Dear colleague,

the stop band of your W/SiO$_2$ mirror follows from one exact relation between frequency and Bloch wavevector, the dispersion relation of a two-layer periodic medium that carries Rytov's name (1956). I derive it below, take its long-wave limit and the gap of a quarter-wave stack, say where it stops applying, and put in numbers.

## Premises and conventions

1. The stack fills all space and repeats along $z$ with period $d=d_1+d_2$. Layer $j=1,2$ is homogeneous, with thickness $d_j$, density $\rho_j$ and adiabatic stiffness tensor $C^{(j)}$.
2. Each layer is a linear, lossless, non-piezoelectric elastic continuum.
3. Interfaces are flat, sharp and perfectly bonded.
4. All fields depend on $z$ and $t$ only. A physical field is the real part of its amplitude times $e^{-i\omega t}$. Tensile stress is positive.
5. The modes are pure, in the sense made precise next.

## Reduction to a scalar problem

The equation of motion is $\rho\,\partial_t^2u_i=\partial_j\sigma_{ij}$ with $\sigma_{ij}=C_{ijkl}\,\partial_lu_k$. By premise 4 only $\partial_z$ survives, so

$$\rho\,\partial_t^2u_i=\partial_z\sigma_{i3},\qquad \sigma_{i3}=C_{i3k3}\,\partial_zu_k .$$

In Voigt notation the matrix $C_{i3k3}$ has diagonal entries $C_{55},C_{44},C_{33}$ and off-diagonal entries $C_{45},C_{35},C_{34}$. Premise 5 is that the off-diagonal entries vanish in both layers for one common choice of the $x$ and $y$ axes. This holds for isotropic layers and for layers with a three-, four- or sixfold axis along $z$, since such a rotation must leave the matrix unchanged. It also holds for a polycrystalline film with fibre texture along $z$, treated as an averaged medium. The three components then decouple. For each one write $u$ for the displacement amplitude, $\sigma$ for the traction on a plane $z=\text{const}$, and $M$ for the modulus:

$$u'=\sigma/M,\qquad \sigma'=-\rho\omega^2u .\tag{1}$$

For the longitudinal mode $M=C_{33}$, which is $\lambda_{\rm L}+2\mu$ in an isotropic layer with Lamé constants $\lambda_{\rm L}$ and $\mu$. It is not Young's modulus, because premise 4 forbids lateral strain. For a shear mode $M$ is $C_{44}$ or $C_{55}$. Define

$$v_j=\sqrt{M_j/\rho_j},\qquad k_j=\omega/v_j,\qquad Z_j=\rho_jv_j,\qquad \phi_j=k_jd_j=\omega\tau_j,$$

where $\tau_j=d_j/v_j$ is the transit time. Note that $M_jk_j=\rho_jv_j^2\,\omega/v_j=\omega Z_j$.

At an interface $u$ is continuous because the bond neither opens nor slips. The traction is continuous too: integrate $\sigma'=-\rho\omega^2u$ over a slab of thickness $\epsilon$ around the interface, and the right side vanishes as $\epsilon\to0$. The strain $u'$ jumps. The pair $\psi=(u,\sigma)^{\mathsf T}$ is therefore the natural state vector, since it crosses every interface unchanged.

## Transfer matrix

Inside layer $j$, (1) gives $u''=-k_j^2u$. The solution that starts from $u_0,\sigma_0$ at $z=0$ is

$$u=u_0\cos k_jz+\frac{\sigma_0}{\omega Z_j}\sin k_jz,\qquad \sigma=M_ju'=-\omega Z_ju_0\sin k_jz+\sigma_0\cos k_jz .$$

With $c_j=\cos\phi_j$ and $s_j=\sin\phi_j$, crossing the whole layer multiplies $\psi$ by

$$T_j=\begin{pmatrix}c_j& s_j/(\omega Z_j)\\ -\omega Z_js_j& c_j\end{pmatrix},\qquad \det T_j=c_j^2+s_j^2=1 .$$

One period, layer 1 first, is $T=T_2T_1$:

$$T=\begin{pmatrix}c_1c_2-\dfrac{Z_1}{Z_2}s_1s_2&\dfrac{s_1c_2}{\omega Z_1}+\dfrac{c_1s_2}{\omega Z_2}\\[2ex] -\omega\,(Z_1s_1c_2+Z_2c_1s_2)& c_1c_2-\dfrac{Z_2}{Z_1}s_1s_2\end{pmatrix}.\tag{2}$$

This matrix is real and has unit determinant.

## The dispersion relation

The coefficients of (1) have period $d$, so $\psi(nd)=T^n\psi(0)$. Solutions that keep their shape from cell to cell are the eigenvectors, $T\psi=\Lambda\psi$. The characteristic equation of a $2\times2$ matrix of unit determinant is $\Lambda^2-(\operatorname{tr}T)\Lambda+1=0$. The two roots have product 1, so they can be written $\Lambda=e^{\pm iqd}$, which defines the Bloch wavevector $q$ modulo $2\pi/d$. Their sum is $2\cos qd=\operatorname{tr}T$. From (2),

$$\boxed{\cos qd=\cos\frac{\omega d_1}{v_1}\cos\frac{\omega d_2}{v_2}-F\sin\frac{\omega d_1}{v_1}\sin\frac{\omega d_2}{v_2},\qquad F=\frac12\left(\frac{Z_1}{Z_2}+\frac{Z_2}{Z_1}\right)}\tag{3}$$

The trace is unchanged by a cyclic reordering, so (3) does not depend on where the cell starts. Also $F-1=(Z_1-Z_2)^2/(2Z_1Z_2)\ge0$. For $Z_1=Z_2$ the right side is $\cos(\phi_1+\phi_2)$ and there is no gap, however different the velocities.

The right side of (3) is real, which leaves two cases. If its magnitude is at most 1, $q$ is real and the frequency lies in a pass band. If its magnitude exceeds 1, both $\Lambda$ are real, $qd=m\pi+i\kappa d$ with integer $m$, and $\cosh\kappa d=\lvert\operatorname{tr}T\rvert/2$. This is a gap, and the field changes by $(-1)^me^{\mp\kappa d}$ per period.

A gap mode carries no energy. The time-averaged flux along $+z$ is minus the mean of traction times particle velocity. The velocity amplitude is $-i\omega u$, so

$$P=-\tfrac12\operatorname{Re}\,[\sigma\,(-i\omega u)^*]=\tfrac{\omega}{2}\operatorname{Im}(\sigma u^*).$$

For a forward wave $u=e^{ikz}$ one has $\sigma=i\omega Zu$ and $P=\omega^2Z/2>0$, which confirms the sign. A real matrix with a real eigenvalue has a real eigenvector, for which $\sigma u^*$ is real and $P=0$. A semi-infinite stack, where only the decaying root is allowed, thus reflects totally at any gap frequency.

To locate the gaps, use $c_1c_2=\tfrac12[\cos(\phi_1+\phi_2)+\cos(\phi_1-\phi_2)]$ and $s_1s_2=\tfrac12[\cos(\phi_1-\phi_2)-\cos(\phi_1+\phi_2)]$. Let $R=(Z_1-Z_2)/(Z_1+Z_2)$, whose magnitude is the amplitude reflection coefficient of a single interface. Then $(1+F)/2=1/(1-R^2)$ and $(1-F)/2=-R^2/(1-R^2)$, and (3) becomes

$$\cos qd=\frac{\cos(\phi_1+\phi_2)-R^2\cos(\phi_1-\phi_2)}{1-R^2}.$$

At the Bragg condition $\phi_1+\phi_2=m\pi$ we have $\cos(\phi_1-\phi_2)=(-1)^m\cos2\phi_1$, and so

$$(-1)^m\cos qd=1+\frac{2R^2\sin^2\phi_1}{1-R^2}.\tag{4}$$

Each Bragg frequency lies inside a gap unless $\sin\phi_1=0$ there, in which case that gap is closed.

## Long-wave limit

Expand the right side of (3) in the phases to fourth order:

$$1-\tfrac12\left(\phi_1^2+\phi_2^2+2F\phi_1\phi_2\right)+\tfrac1{24}(\phi_1^4+\phi_2^4)+\tfrac14\phi_1^2\phi_2^2+\tfrac16F\phi_1\phi_2(\phi_1^2+\phi_2^2).$$

The left side is $1-\tfrac12(qd)^2+\tfrac1{24}(qd)^4$. Put $(qd)^2=Q+\delta$, with $Q$ of second order and $\delta$ of fourth order. Second order gives $Q=\phi_1^2+\phi_2^2+2F\phi_1\phi_2$. At fourth order $-\delta/2+Q^2/24$ must equal the quartic terms. In $Q^2/24$ the terms in $\phi_j^4$ and in $F\phi_1\phi_2(\phi_1^2+\phi_2^2)$ match those above and cancel. What remains is $-\delta/2+(2+4F^2)\phi_1^2\phi_2^2/24=\phi_1^2\phi_2^2/4$, hence

$$(qd)^2=\phi_1^2+\phi_2^2+2F\phi_1\phi_2+\tfrac13(F^2-1)\,\phi_1^2\phi_2^2+O(\omega^6).\tag{5}$$

The leading part factorises. Since $M_2=Z_2v_2$ and $\rho_1=Z_1/v_1$, we have $\rho_1/M_2=(Z_1/Z_2)/(v_1v_2)$, and likewise with the indices exchanged. Therefore

$$(\rho_1d_1+\rho_2d_2)\left(\frac{d_1}{M_1}+\frac{d_2}{M_2}\right)=\tau_1^2+\tau_2^2+2F\tau_1\tau_2=\frac{Q}{\omega^2}.$$

Dividing by $d^2$, with thickness fractions $f_j=d_j/d$,

$$q^2=\omega^2\frac{\bar\rho}{\bar M},\qquad \bar\rho=f_1\rho_1+f_2\rho_2,\qquad \frac1{\bar M}=\frac{f_1}{M_1}+\frac{f_2}{M_2}.\tag{6}$$

The stack acts as a uniform medium with the thickness-weighted arithmetic mean density, the thickness-weighted harmonic mean modulus, and speed $\bar v=\sqrt{\bar M/\bar\rho}$. Equation (1) shows why. As $\omega\to0$ the traction is uniform over a cell, so the elongations $\sigma d_j/M_j$ add like those of springs in series. The displacement is nearly uniform too, so the masses add. Writing $Q/\omega^2=(\tau_1+\tau_2)^2+2(F-1)\tau_1\tau_2$ shows that $\bar v\le d/(\tau_1+\tau_2)$: multiple reflection slows the wave below the plain transit-time speed. The quartic term of (5) is not negative, so the branch bends downward from the line $\omega=\bar vq$.

## Quarter-wave stack

Choose $\tau_1=\tau_2=\tau$ and define $\omega_0=2\pi f_0$ by $\omega_0\tau=\pi/2$, so that $d_j=v_j/(4f_0)$ is a quarter wavelength in each layer. Both phases equal $\phi=\pi\omega/(2\omega_0)$. Equation (3) gives $\cos qd=1-(1+F)\sin^2\phi$. With $1-\cos qd=2\sin^2(qd/2)$,

$$\sin^2\frac{qd}{2}=S^2\sin^2\phi,\qquad S=\sqrt{\frac{1+F}{2}}=\frac{Z_1+Z_2}{2\sqrt{Z_1Z_2}}=\frac1{\sqrt{1-R^2}}.\tag{7}$$

The right side is never negative, so $\cos qd$ never exceeds $+1$. The even gaps are closed, as (4) requires for $\phi_1=m\pi/2$ with even $m$. A gap needs $S\lvert\sin\phi\rvert>1$. The lower edge $\phi_e<\pi/2$ of the first gap obeys $\sin\phi_e=\sqrt{1-R^2}$, that is $\cos\phi_e=\lvert R\rvert$, that is $\pi/2-\phi_e=\arcsin\lvert R\rvert$. The upper edge is $\pi-\phi_e$. Converting with $\omega/\omega_0=2\phi/\pi$,

$$\frac{\omega_\pm}{\omega_0}=1\pm\frac2\pi\arcsin\lvert R\rvert,\qquad \boxed{\frac{\Delta\omega}{\omega_0}=\frac4\pi\arcsin\frac{\lvert Z_1-Z_2\rvert}{Z_1+Z_2}}\tag{8}$$

The width is $4\lvert R\rvert/\pi$ at weak contrast and tends to 2 as $\lvert R\rvert\to1$. Since (7) has period $\pi$ in $\phi$, gaps of the same absolute width recur at $3\omega_0,5\omega_0,\dots$

Inside the first gap $qd=\pi+i\kappa d$ turns (7) into

$$\cosh(\kappa d/2)=S\sin\phi .\tag{9}$$

Let $r=Z_1/Z_2>1$. At the centre $S=(r^{1/2}+r^{-1/2})/2$ gives $\kappa d=\ln r$. A distance $\delta\phi$ inside the lower edge, $S\sin\phi\approx1+\cot\phi_e\,\delta\phi$ and $\cosh y\approx1+y^2/2$ give $\kappa d\approx\sqrt{8\cot\phi_e\,\delta\phi}$. The decay rate therefore vanishes at the edge. On the lowest branch, expanding $qd/2=\arcsin(S\sin\phi)$ gives $qd=2S\phi\,[1+(S^2-1)\phi^2/6+\dots]$, which is (5) for equal phases.

At $\omega_0$ the finite mirror is simple. With $c_j=0$, $s_j=1$ and the low-impedance layer 2 first, the period matrix is $T_1T_2=\operatorname{diag}(-1/r,\,-r)$. The decaying eigenvector is $(1,0)^{\mathsf T}$, so the face of a thick stack that begins with layer 2 is free of traction. Beginning with layer 1 gives $\operatorname{diag}(-r,-1/r)$ and a clamped face. Define $\zeta=\sigma/(i\omega u)$, which equals $Z$ for a forward wave. Over $N$ periods with layer 2 first, $\zeta$ grows by $r^{2N}$. On a substrate of impedance $Z_s$ that carries only an outgoing wave, the face thus presents $\zeta_0=Z_sr^{-2N}$. A wave of unit amplitude arriving from a medium $Z_0$, with reflected amplitude $B$, has $u=1+B$ and $\sigma=i\omega Z_0(1-B)$ at the face. Then $B=(Z_0-\zeta_0)/(Z_0+\zeta_0)$, and the transmitted power fraction is

$$\mathcal T=1-B^2=\frac{4Z_0\zeta_0}{(Z_0+\zeta_0)^2}.\tag{10}$$

For $\zeta_0\ll Z_0$ each added period divides $\mathcal T$ by $r^2$.

## Range of validity

**Exactness.** Under premises 1 to 5, (3) is exact at every frequency and contrast. Equation (6) needs the quartic term of (5) to be small against $Q$. Equations (7) to (10) need equal transit times for the polarisation considered.

**Finite number of periods.** Equation (8) gives the edges of the infinite stack. A mirror of $N$ periods suppresses transmission strongly only where $N\kappa d$ is well above 1. By (9) this fails near the edges, so the usable band is narrower than (8).

**Direction and symmetry.** With an in-plane wavevector, longitudinal motion and shear motion polarised in the plane of incidence couple at each interface, and the transfer matrix becomes $4\times4$ even for isotropic layers. A tilted crystal axis couples the polarisations at normal incidence. The lateral size must be many wavelengths.

**Loss.** A modulus $M(1-i\eta)$ with small loss factor $\eta$ gives $k\to k(1+i\eta/2)$. The algebra leading to (3) still holds with complex $Z_j$ and $\phi_j$, but $q$ is complex everywhere and reflection is no longer total. The scale to set against $\kappa d$ is the travelling-wave decay per period, $\eta(\phi_1+\phi_2)/2$ for equal $\eta$.

**Interfaces.** An adhesion layer of thickness $t$ adds a third matrix to the product, which departs from the unit matrix at relative order $kt$ when its impedance is comparable to those of its neighbours. Roughness also scatters out of the normal direction, which premise 4 excludes. A compliant bond makes $u$ discontinuous and violates premise 3.

**Continuum and linearity.** Layers must be many atomic spacings thick and strains small. In a film under residual stress, $M_j$ means the modulus for small waves about the stressed state. A piezoelectric layer needs electrical variables as well.

## Numbers for a W/SiO$_2$ mirror at 2 GHz

I take layer 1 as tungsten, treated as isotropic, and layer 2 as amorphous SiO$_2$. The inputs are typical bulk values, approximate for deposited films, and every result below is the model's. Intermediate values are carried unrounded.

| | $\rho$ (kg m$^{-3}$) | $v_L$ (m s$^{-1}$) | $v_T$ (m s$^{-1}$) |
|---|---|---|---|
| W | 19300 | 5200 | 2890 |
| SiO$_2$ | 2200 | 5970 | 3760 |

**Longitudinal gap.** The impedances are $Z_1=100.4\times10^6$ and $Z_2=13.13\times10^6$ kg m$^{-2}$ s$^{-1}$. Hence $r=7.64$, $R=0.769$, $F=3.89$ and $S=1.563$. For $f_0=2$ GHz the transit time is $\tau=125$ ps, with $d_1=650$ nm, $d_2=746$ nm and $d=1396$ nm. With $\arcsin R=0.877$, (8) gives $\Delta\omega/\omega_0=1.12$, a gap from 0.88 GHz to 3.12 GHz. At the centre $\kappa d=2.03$, a decay length $1/\kappa=0.69$ µm. Each period divides the transmitted power by $r^2=58.4$, or 17.7 dB. Two periods between media with $Z_0=Z_s$ transmit $\mathcal T=1.2\times10^{-3}$ by (10). At 1 GHz, still inside the gap, (9) gives only $\kappa d=0.91$.

**Long waves.** The moduli $\rho v_L^2$ are $M_1=522$ GPa and $M_2=78.4$ GPa, and the fractions are $f_1=0.466$ and $f_2=0.534$. Equation (6) gives $\bar M=130$ GPa, against 285 GPa for the arithmetic mean, and $\bar\rho=1.016\times10^4$ kg m$^{-3}$. The speed is $\bar v=3.57\times10^3$ m s$^{-1}$, lower than in either material and well below the transit-time speed $5.6\times10^3$ m s$^{-1}$. The compliance is mostly that of the oxide and the mass mostly that of the tungsten. The leading relative correction to $q$ is $0.24\,\phi^2$, which reaches one per cent at 0.26 GHz. At the lower gap edge the effective medium would give $qd=2.17$ where the exact value is $\pi$.

**Neglected terms.** An assumed $\eta=10^{-3}$ gives a decay of $1.6\times10^{-3}$ per period at $f_0$, negligible beside 2.03 and relevant only very near the edges. An assumed 10 nm interlayer with the speed of tungsten has $kt=0.024$. Film quality matters more. If the tungsten impedance is 10 per cent below the input, with thicknesses still quarter-wave, the width becomes 1.07 and the suppression 16.7 dB per period.

**Shear.** The same layers are not quarter-wave for shear, so (3) must be used in full. At 2 GHz the shear phases are $\phi_1=2.83$ and $\phi_2=2.49$, with sum $1.69\,\pi$. The shear impedances are $55.8\times10^6$ and $8.27\times10^6$ kg m$^{-2}$ s$^{-1}$, and $F=3.45$. Then $\cos qd=0.758-0.644=0.11$, near the middle of a pass band. In the model the stack has no gap for normally incident shear waves at the very frequency where it best stops longitudinal ones. A resonator of finite width converts some energy to shear at its edges, so the longitudinal $\mathcal T$ above is a lower estimate of the leakage through a real mirror, by an amount that depends on the device geometry. For this reason mirror thicknesses are typically moved away from the quarter-wave values, toward a pair $d_1,d_2$ for which (3) gives $\lvert\cos qd\rvert>1$ with the longitudinal and with the shear parameters alike.